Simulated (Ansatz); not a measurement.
HfC: the change of pressure with volume per atom

Results calculated with Ansatz 0.2.0, not measured. Periodic Kohn-Sham DFT of a crystal at fixed atoms; pressure and stress are positive in compression; the energy is the free energy less that of spherical unpolarised free atoms; site moments are those in the method's own spheres, positive along +z.

Cell of the first row (space group Fm-3m, No. 225):
```
cell vectors (Å)
   0.0000     2.2787     2.2787
   2.2787     0.0000     2.2787
   2.2787     2.2787     0.0000
atoms (fractions of the cell vectors)
Hf  0.00000  0.00000  0.00000
C   0.50000  0.50000  0.50000
```

Settings of every row: method frozen-core PAW; functional PBE; relativity scalar; k mesh 16x16x16; filling fermi-dirac; smearing width 0.05 eV; wave cutoff 420 eV; paw set soft_2.

Atom start moment: 0 on all atoms.

Limits: no spin-orbit coupling on heavy atoms.

```csv
row,volume per atom (Å³),pressure (GPa)
1,11.831,16.172
2,12.328,4.918
3,12.58,0.004
4,12.831,-4.45
5,13.335,?
```

Question: what pressure should row 5 give?

Worked fit of pressure. Take u = (V_r/V)^(2/3) − 1 with V_r = 12.454 Å³ an atom, which is twice the finite (Eulerian) strain; such expansions in the strain, on which the Birch-Murnaghan equation of state is built, carry the rest volume and the bulk modulus. The shown rows have u = 0.0348, 0.0068, -0.00669, -0.01969. Least squares give pressure = 2.3999 + 365.084 × u + 880.54 × u² GPa; a straight line predicts inner rows, each left out in turn, worse (root mean square 0.4 against 0.014 GPa). The rows lie off it by 0.001, -0.005, 0.007, -0.003 (root mean square 0.0046 GPa). The pressure vanishes at u = -0.0067, or V = 12.58 Å³ an atom, and there the bulk modulus at fixed shape and fractions is B = −V dP/dV = (2/3)(1 + u) dP/du = 234 GPa. The withheld row has u = -0.04454, so the fit gives 2.3999 + 365.084 × (-0.04454) + 880.54 × (-0.04454)² = -12.114 GPa.

The calculation gave -12.144 GPa. The fit lies 0.030 GPa (0.11 % of the column's range) above it; its largest miss of a shown row is 0.007 GPa. This row lies beyond the range of the fit.
